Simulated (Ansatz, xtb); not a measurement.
**Two conformers of GeH2O2**

Structure X is `[OH][Ge][OH]`, a singlet and structure Y is `[OH][Ge][OH]`, a singlet. Both are isolated molecules in the gas phase, relaxed with PBE0-D4/def2-TZVP.

X (Å):

```xyz
5

Ge   -0.3750   -0.5187   -1.4122
O     0.9828   -0.1530   -0.2903
O    -1.0830    1.1065   -1.3287
H     1.5757   -0.8918   -0.1310
H    -0.5802    1.6901   -0.7483
```

Y (Å):

```csv
atom,x (Å),y (Å),z (Å)
Ge,0.5481,1.1017,0.5655
O,-0.9080,0.2178,1.1150
O,1.1739,0.0402,-0.7327
H,0.6982,-0.7698,-0.9373
H,-1.1331,-0.6136,0.6879
```

Energies in hartree; the thermal terms are from PBE0-D4/def2-TZVP harmonic frequencies (ideal gas, rigid rotor, one conformer each, 298.15 K, 1 atm) and include the zero-point energy:

```
                                 X            Y
E, CCSD(T)/def2-TZVPP  −2227.130317  −2227.126535
    zero-point energy      0.027288      0.026453
         H(298 K) − E      0.032408      0.031811
         G(298 K) − E      0.000170     −0.000185
```

Task: Work out ΔE, ΔE₀, ΔH and ΔG for X → Y in kcal/mol (1 Eh = 627.51 kcal/mol) and the equilibrium ratio [Y]/[X].

Result: 1. ΔE = −2227.126535 − (−2227.130317) = +0.003782 Eh = +2.37 kcal/mol.
2. ΔE₀ = ΔE + ΔZPE = +0.003782 + (−0.000835) Eh = +1.85 kcal/mol.
3. ΔH = ΔE + (−0.000597) Eh = +2.00 kcal/mol.
4. ΔG = ΔE + (−0.000355) Eh = +2.15 kcal/mol, so ΔS = (ΔH − ΔG)/T = −2.1 J/(mol K).
5. kT = 0.9442 mEh, so K = [Y]/[X] = exp(−ΔG/kT) = exp(−3.63) ≈ 0.027.

Structure X is favoured at this temperature. An error of 1 kcal/mol in ΔG would change K by a factor of 5.4. Mirror images and further conformers aren't counted.

Other levels gave ΔE = +2.3 (PBE0-D4/def2-TZVP); +1.9 (HF/def2-TZVPP); +2.4 (MP2/def2-TZVPP) kcal/mol. The correlated steps freeze 11 core orbitals; the filled d shell of Ge is correlated, in a basis made for valence electrons. Programs: Ansatz 0.2.0.

X is the planar syn-anti rotamer of germanium dihydroxide, with one O–H turned towards the other oxygen and the second turned away. In Y both hydrogens point inwards, into the space between the oxygens. The preference for X is probably mostly electrostatic: its inward hydrogen faces an oxygen lone pair, a contact too long and bent to be a strong hydrogen bond, whereas in Y the two positively polarised hydrogens face each other. The wider O–Ge–O angle in Y fits relief of that repulsion. Hartree–Fock already recovers most of the gap, so electron correlation reinforces the preference rather than creating it.

Zero-point energy narrows the difference, which suggests softer hydroxyl motions in Y. Its slightly lower entropy despite this probably reflects its twofold rotational symmetry, which X lacks. The free energy supports X as the major partner in this pair, with Y a minor but not negligible one; without a torsional barrier, it doesn't show how quickly the two would equilibrate.
